# Interstitialcy correlation factor and Haven ratio in the rock-salt lattice

## Statement

In the interstitialcy (indirect interstitial) mechanism an interstitial cation moves onto a neighbouring cation site and pushes the occupant into another interstice. Each event moves two ions, each by a vector of length $l$, and moves the defect with its charge by their sum $\mathbf d$. The tracer correlation factor $f$ and the Haven ratio $H$ are defined by

$$\langle R_n^2\rangle\to f\,n\,l^2\quad(n\to\infty),\qquad H=\frac{D^*}{D_\sigma},\qquad D_\sigma=\frac{\sigma k_BT}{Ne^2},$$

where $\mathbf R_n$ is the displacement of a tagged ion after $n$ of its own jumps, $D^*$ the tracer diffusivity, $\sigma$ the ionic conductivity and $N$ the number density of all cations, not of the defects. For dilute, independent defects:

1. Only a jump interstice→site and the jump site→interstice that follows it are correlated, so that $f=1+\langle\cos\theta\rangle$, with $\theta$ the angle between these two jumps.
2. $H=2fl^2/\langle d^2\rangle$.
3. In rock salt, let a fraction $p$ of the events be collinear and $q=1-p$ forward non-collinear, and let $m=p+q/3$. Then
$$f=1-\frac{m^2\gamma}{4-m\gamma},\qquad H=\frac{f}{1+m},$$
where $\gamma(p)$ is a lattice integral given in Step 5, and $\gamma(0)=\gamma(1)=1$ exactly.

| mechanism | $m$ | $l^2/d^2$ | $f$ | $H$ |
|---|---|---|---|---|
| collinear, $p=1$ | $1$ | $1/4$ | $2/3=0.667$ | $1/3=0.333$ |
| forward non-collinear, $p=0$ | $1/3$ | $3/8$ | $32/33=0.970$ | $8/11=0.727$ |

## Premises and geometry

- (P1) The anion lattice is rigid, and cations move only by interstitialcy events.
- (P2) Defects are so dilute that one encounter between a defect and the tagged ion is over before another defect arrives, and the defects move independently of one another.
- (P3) Events are Markovian. Their rates have the symmetry of the crystal and do not depend on whether the tagged ion takes part (no isotope effect).
- (P4) Linear response gives $\sigma=\lim\langle|\Delta\mathbf M|^2\rangle/(6Vk_BTt)$, where $\Delta\mathbf M=e\sum_j\Delta\mathbf r_j$ is summed over all cations of charge $e$ in the volume $V$.

Coordinates are in units of $a/4$, with $a$ the cubic lattice constant. Cation sites have even coordinates whose sum is divisible by 4. Interstices have three odd coordinates and form a simple cubic array of spacing $a/2$. Define

$$T_+=\{(1,1,1),(1,\bar1,\bar1),(\bar1,1,\bar1),(\bar1,\bar1,1)\},\qquad T_-=-T_+ .$$

An interstice whose coordinate sum is $1\pmod 4$ (type A, for example $(\bar1,\bar1,\bar1)$) has its four cation neighbours along $T_+$. One whose sum is $3\pmod 4$ (type B) has them along $T_-$. Each type forms an fcc lattice and has site symmetry $T_d$. A cation site has symmetry $O_h$ and eight neighbouring interstices $\mathbf u=(\pm1,\pm1,\pm1)$: those in $T_+$ are of type B and those in $T_-$ of type A. Every ion jump has length $l=\sqrt3\,a/4$.

In one event the interstitial moves by $\mathbf t$ onto the site, the displaced ion moves by $\mathbf t'$, and $\mathbf d=\mathbf t+\mathbf t'$.

- Collinear: $\mathbf t'=\mathbf t$, $d^2=4l^2$, rate $\nu_1$ for each of 4 routes. The defect changes type.
- Forward non-collinear: $\mathbf t'$ is $\mathbf t$ with one sign reversed, $\mathbf t\cdot\mathbf t'=l^2/3$, $\mathbf d$ is of the form $(2,2,0)$, $d^2=a^2/2=8l^2/3$, rate $\nu_2$ for each of $4\times3$ routes. The defect keeps its type, and listing the twelve sums $\mathbf t+\mathbf t'$ shows that they are the twelve different fcc neighbour vectors, each reached by one route.

The total rate is $\Gamma=4\nu_1+12\nu_2$, and $p=\nu_1/(\nu_1+3\nu_2)$. Each of the four cation neighbours is the one pushed with probability $1/4$, whatever $p$ is. The three one-sign reversals of $\mathbf t$ average to $\mathbf t/3$, because each component is reversed once and kept twice. The mean push is therefore

$$\langle\mathbf t'\rangle_{\mathbf t}=\left(p+\tfrac q3\right)\mathbf t=m\,\mathbf t .$$

## Step 1. Only one pair of jumps is correlated

By (P1) the jumps $\mathbf r_1,\mathbf r_2,\dots$ of the tagged ion alternate between site→interstice and interstice→site. Expanding the square of $\mathbf R_n=\sum_i\mathbf r_i$ gives

$$\langle R_n^2\rangle=nl^2+2\sum_{i<j}\langle\mathbf r_i\cdot\mathbf r_j\rangle .$$

Suppose that the tagged ion occupies an interstice at some time between jumps $i$ and $j$. At that time it is itself the defect, and by (P2) nothing else nearby carries a memory of the past. By (P3) the law of the whole future, given the past, is then invariant under the $T_d$ group of that interstice, and so is the conditional mean of $\mathbf r_j$. A vector invariant under the three twofold axes of $T_d$ is zero, since each Cartesian component changes sign under two of them. Hence $\langle\mathbf r_i\cdot\mathbf r_j\rangle=0$.

The ion avoids an interstice between $i$ and $j$ only if $j=i+1$ and jump $i$ ends on a site. There the symmetry is broken, because the defect is now another ion and stands next to the site at a position that depends on $\mathbf r_i$. Among $n$ jumps there are $n/2$ such pairs, so that

$$\langle R_n^2\rangle=nl^2+2\cdot\frac n2\,l^2\langle\cos\theta\rangle,\qquad f=1+\langle\cos\theta\rangle .$$

The memory is erased at every second jump. No geometric series over later jumps arises, unlike the vacancy mechanism, in which every jump leaves the defect beside the tagged atom.

## Step 2. The Haven ratio

Let $n_i$ be the density of interstitials. Events occur at the rate $n_i\Gamma$ per volume and each moves two ions. All cations are equivalent over long times, so each makes $2n_i\Gamma/N$ jumps per unit time, and

$$D^*=\lim\frac{\langle R^2\rangle}{6t}=\frac16\,\frac{2n_i\Gamma}{N}\,f\,l^2 .$$

Each event changes $\mathbf M$ by $e(\mathbf t+\mathbf t')=e\mathbf d$. The defect always starts an event from a site of symmetry $T_d$, so the mean of its next $\mathbf d$ vanishes whatever came before, and its walk is uncorrelated. Different defects are independent by (P2). Thus $\langle|\Delta\mathbf M|^2\rangle=e^2n_iV\Gamma t\langle d^2\rangle$, and (P4) gives

$$\sigma=\frac{n_ie^2\Gamma\langle d^2\rangle}{6k_BT},\qquad D_\sigma=\frac16\frac{n_i\Gamma}{N}\langle d^2\rangle,\qquad H=\frac{2fl^2}{\langle d^2\rangle}.$$

The average is over events, weighted by their rates. Since $d^2=2l^2+2\,\mathbf t\cdot\mathbf t'$ and $\langle\mathbf t\cdot\mathbf t'\rangle=ml^2$, one has $\langle d^2\rangle=2l^2(1+m)$ and $H=f/(1+m)$. The factor $1/(1+m)$ is geometric: the two ion displacements of an event add coherently in the current, whereas a tagged ion samples them one at a time.

## Step 3. Reduction of $\langle\cos\theta\rangle$ to one number

Put the origin at the site on which the tagged ion has just landed by the jump $\mathbf t$. The defect starts at $\mathbf u_0=\mathbf t'$, with mean $m\mathbf t$. It walks until it makes an event through the origin, from some neighbouring interstice $\mathbf u$, or it never does. An event from $\mathbf u$ has incoming vector $-\mathbf u$, so the mean jump of the tagged ion is $-m\mathbf u$. If the defect never pushes the tagged ion, a different defect does so later. Its position has the full $O_h$ symmetry of the site, and the mean jump is zero.

Let $\mathbf h(\mathbf r)$ be the expected value of $\mathbf u$ for a defect starting at $\mathbf r$, with escape counted as zero. For a start on a neighbour $\mathbf u_0$ the problem has a threefold axis along $\mathbf u_0$, so $\mathbf h(\mathbf u_0)$ lies along that axis. All eight neighbours are equivalent under $O_h$, so $\mathbf h(\mathbf u_0)=\lambda\mathbf u_0$ with a single $\lambda$. Averaging over $\mathbf u_0$ gives the mean next jump $-m\lambda\,m\mathbf t$, that is

$$\langle\cos\theta\rangle=-m^2\lambda .$$

## Step 4. $\lambda$ from the Green function of the free walk

Let $P(\mathbf r,\mathbf r')$ be the one-event transition matrix of the defect, and $\Pi$ its part made of events through the origin. Take the $x$ component $h=h_x$, and let $s(\mathbf r)=u_x$ on the eight neighbours and $0$ elsewhere. Conditioning on the first event, which passes through the origin with probability $1/4$ if the defect is on a neighbour, gives

$$h=(P-\Pi)h+\tfrac14 s .$$

An event through the origin carries the defect from $\mathbf u$ to $\mathbf t'$, another neighbour, whose mean is $-m\mathbf u$. On the neighbours $h=\lambda s$, hence $\Pi h=-\tfrac14m\lambda s$ and

$$(1-P)h=\tfrac14(1+m\lambda)\,s .$$

The walk is three-dimensional and transient, so $G=\sum_{n\ge0}P^n$ is finite and vanishes at large distance. The function $h$ vanishes there too, being bounded by the probability of ever reaching the origin. The difference $h-\tfrac14(1+m\lambda)Gs$ equals its own one-step average and vanishes at infinity, so it is zero by the maximum principle. The symmetry argument of Step 3 gives $(Gs)(\mathbf u)=\gamma u_x$ on the neighbours. Therefore

$$\lambda=\tfrac14\gamma(1+m\lambda),\qquad \lambda=\frac{\gamma}{4-m\gamma},\qquad f=1-\frac{m^2\gamma}{4-m\gamma}.$$

Averaging the definition of $\gamma$ over the three components gives $\gamma=\tfrac13\sum_{\mathbf u'}G(\mathbf u,\mathbf u')\,\mathbf u\cdot\mathbf u'$. Label $G$ by the separation in units of $a/2$. The eight terms are $\mathbf u'=\mathbf u$ (scalar product $3$, $G_0$), three neighbours with one sign reversed ($+1$, $G_{100}$, other type), three with two signs reversed ($-1$, $G_{110}$, same type) and $-\mathbf u$ ($-3$, $G_{111}$, the collinear partner across the cation):

$$\gamma=G_0+G_{100}-G_{110}-G_{111}.$$

The diagonal element of $G=1+PG$ supplies one identity. Under $T_d$ the four collinear targets are equivalent, and so are the twelve non-collinear ones, hence $G_0=1+pG_{111}+qG_{110}$ and

$$\gamma=1+G_{100}-pG_{110}-qG_{111}.$$

**Collinear, $p=1$.** Every event changes all three coordinates by $\pm2$. After an even number of events all three changes are $0\pmod4$, and after an odd number all three are $2\pmod 4$. The separations $(2,0,0)$ and $(2,2,0)$ are never reached, so $G_{100}=G_{110}=0$, while $q=0$. Thus $\gamma=1$, $m=1$, $\lambda=1/3$, $\langle\cos\theta\rangle=-1/3$, $f=2/3$ and $H=f/2=1/3$.

**Forward non-collinear, $p=0$.** The defect never changes type, so $G_{100}=G_{111}=0$. Thus $\gamma=1$, $m=1/3$, $\lambda=1/(4-\tfrac13)=3/11$, $\langle\cos\theta\rangle=-\tfrac19\cdot\tfrac3{11}=-1/33$, $f=32/33$ and $H=\tfrac34f=8/11$.

The two values of $\lambda$ are similar. The large difference in $f$ comes from $m^2$: a non-collinear event scatters both the starting point of the defect and the direction of the return push.

## Step 5. Mixed jumps

With both routes open the defect reaches every interstice, and the three Green functions no longer vanish. Let $(x,y,z)=\mathbf k a/2$, $c_x=\cos x$, $s_x=\sin x$, and so on. Acting on $e^{i\mathbf k\cdot\mathbf r}$ times one amplitude for each type (A, B), $P$ becomes

$$P(\mathbf k)=\begin{pmatrix}q\phi&p\psi\\ p\psi^*&q\phi\end{pmatrix},\qquad \phi=\tfrac13(c_xc_y+c_yc_z+c_zc_x),\qquad\psi=c_xc_yc_z-i\,s_xs_ys_z .$$

Here $\phi$ is the mean of $e^{i\mathbf k\cdot\mathbf d}$ over the twelve fcc vectors and $\psi$ its mean over $\mathbf d\in2T_+$. In $\psi$, terms with one or two sines cancel over $T_+$, and the term with three sines survives with the factor $i^3$ because the product of the components is $+1$ for every vector of $T_+$. Inverting the matrix,

$$G(\mathbf k)=\frac1\Delta\begin{pmatrix}1-q\phi&p\psi\\p\psi^*&1-q\phi\end{pmatrix},\qquad\Delta=(1-q\phi)^2-p^2w,\qquad w=|\psi|^2=c_x^2c_y^2c_z^2+s_x^2s_y^2s_z^2 .$$

A real-space element is the zone average $\langle G_{\alpha\beta}(\mathbf k)e^{-i\mathbf k\cdot\boldsymbol\delta}\rangle_k$, with $\boldsymbol\delta$ the separation. The cube $|x|,|y|,|z|\le\pi$ holds two fcc zones and gives the same normalised average. The phase factor may be averaged over equivalent separations. It becomes $\phi$ for $G_{110}$, $\psi^*$ for $G_{111}$ and $\chi=(c_x+c_y+c_z)/3$ for $G_{100}$, where the imaginary part of $\psi$ is odd in $\mathbf k$ and drops out. Inserting these in $\gamma=G_0+G_{100}-G_{110}-G_{111}$,

$$\gamma(p)=\left\langle\frac{(1-q\phi)(1-\phi)-p\,w+p\,c_xc_yc_z\chi}{(1-q\phi)^2-p^2w}\right\rangle_k .$$

The integrand depends only on cosines, so the average may be taken over $[0,\pi]^3$. For $0<p<1$ the denominator vanishes only at $(0,0,0)$ and the equivalent point $(\pi,\pi,\pi)$. Near the first, with $\rho^2=x^2+y^2+z^2$, one has $\phi\simeq1-\rho^2/3$, $w\simeq1-\rho^2$ and $c_xc_yc_z\chi\simeq1-2\rho^2/3$. The numerator tends to $2p\rho^2/3$ and the denominator to $p(2+p)\rho^2/3$. The ratio tends to $2/(2+p)$ from every direction, so the integrand is bounded and continuous and a coarse grid suffices.

Setting $\gamma=1$ for all $p$ gives a closed form that is exact at both ends and an estimate between them:

$$f\approx1-\frac{(\nu_1+\nu_2)^2}{(\nu_1+3\nu_2)(3\nu_1+11\nu_2)},\qquad H\approx\frac{4-m-m^2}{(4-m)(1+m)} .$$

## Range of validity

**Dilution.** The terms $\sum sP^ns$ that build up $\gamma$ fall as $n^{-5/2}$ for $p<1$, because the projection of the odd function $s$ on the slow modes is linear in $k$. The correlation is therefore settled within a few events, and interference by a second defect changes $f$ by a relative amount of the order of the defect site fraction.

**Jump set.** Backward non-collinear events (two signs reversed, $\mathbf t\cdot\mathbf t'=-l^2/3$) leave Steps 1 to 3 and the formula $\lambda=\gamma/(4-m\gamma)$ intact, with their fraction weighted by $-1/3$ in $m$ and a new term in $P$. Direct jumps between interstices break the alternation assumed in Step 1 and need a new count of pairs. Split or off-centre interstitials change the site symmetry and the lengths $l$ and $d$. Dynamical correlation between successive events, possible when the barrier is comparable with $k_BT$, violates (P3).

**Other carriers.** Frenkel disorder supplies cation vacancies in equal number. In the dilute limit diffusivities and conductivities add. For a vacancy the ion and the charge move the same distance, so its Haven ratio is its correlation factor $f_v$, and
$$H_{\rm tot}=\frac{\sigma_iH+\sigma_vf_v}{\sigma_i+\sigma_v}.$$
Electronic conduction must be subtracted from $\sigma$, and neutral complexes that carry tracer but no current raise the ratio.

**Coulomb coupling.** Independence in (P2) needs $\kappa l_B\ll1$, with $l_B=e^2/(4\pi\varepsilon_0\varepsilon k_BT)$ and $\kappa^2=8\pi l_Bn_i$ for equal densities of interstitials and vacancies. To first order the lagging charge cloud lowers $\sigma$ by the fraction $\kappa l_B/[3(2+\sqrt2)]$, the relaxation term of the Debye–Hückel–Onsager limiting law for carriers of charge $\pm e$, taken here as given. This drag correlates successive vectors $\mathbf d$ of one defect, which are mostly carried by different ions, so it acts mainly on $D_\sigma$ and raises $H$.

## Illustration: Ag in AgCl with mixed jumps

The compiled lattice constant is $a=5.546$ Å (Jana 2018, temperature not stated). It gives $l=2.401$ Å, $d=4.803$ Å for collinear and $d=3.922$ Å for forward non-collinear events, and $N=4/a^3=2.345\times10^{22}$ cm$^{-3}$.

Assume $\nu_1=3\nu_2$, so that $p=q=1/2$, $m=2/3$ and $\langle d^2\rangle=\tfrac{10}3l^2=19.22$ Å$^2$. With $e_1=c_x+c_y+c_z$, $e_2=3\phi$ and $e_3=c_xc_yc_z$, multiplying numerator and denominator by 36 and subtracting 1 turns the integral into

$$\gamma(\tfrac12)=1+\left\langle\frac{e_2^2-6e_2-9w+6e_1e_3}{(6-e_2)^2-9w}\right\rangle_k .$$

The midpoint rule with $M$ points per axis, $x_j=(2j+1)\pi/2M$, gives $0.92955$ for $M=3$ and $0.92995$ for $M=4$, and finer grids change only the fourth decimal: $\gamma=0.930$. Then

$$\lambda=\frac{0.930}{4-\tfrac23(0.930)}=0.275,\qquad\langle\cos\theta\rangle=-0.122,\qquad f=0.878,\qquad H=\tfrac35f=0.527 .$$

The estimate $\gamma=1$ gives $f=13/15=0.867$ and $H=0.520$, low by $0.007$. Mixing opens more paths of escape and weakens the back-correlation slightly.

At 570 K, each $10^{-3}$ S cm$^{-1}$ of interstitial conductivity corresponds to $D_\sigma=1.3\times10^{-8}$ cm$^2$ s$^{-1}$. The model's tracer diffusivity is then $6.9\times10^{-9}$ cm$^2$ s$^{-1}$, against $4.4\times10^{-9}$ for purely collinear and $9.5\times10^{-9}$ for purely forward non-collinear motion. Thermal expansion typically lowers $N$ by a few per cent at this temperature, which shifts these diffusivities by as much and leaves $H$ unchanged.

Two neglected terms exceed the mixing correction of $0.007$. With the approximate fcc value $f_v\approx0.78$ and an assumed $\sigma_i/\sigma_v=10$, of typical order for intrinsic AgCl, vacancies add $0.023$ and give $H_{\rm tot}=0.550$. The closed form has the slope $dH/dp=-0.38$ at $p=1/2$, so ignoring the vacancies would lower an inferred $p$ by $0.06$. With the compiled static dielectric constant $11.15$ (Rakita 2019, 300 K) used at 570 K, $l_B=26$ Å. An assumed defect fraction $n_i/N=10^{-4}$ gives $\kappa^{-1}=25$ Å and a relaxation fraction of $0.10$. The limiting law is then outside its range and overstates the effect, which scales as $\sqrt{n_i}$, but a rise of $H$ by several per cent has to be allowed for.

The value $0.527$ thus belongs to the model of independent interstitials, and only about two figures carry over to a crystal. The ratio $\nu_1=3\nu_2$ was chosen so that the model falls in the range of roughly $0.5$ to $0.6$ typical of intrinsic AgCl, so this is no test of the theory. What the derivation fixes without fitting is the pair of end values $1/3$ and $8/11$ and the rule $H=f/(1+m)$, which converts a corrected Haven ratio into the ratio $\nu_1/\nu_2$.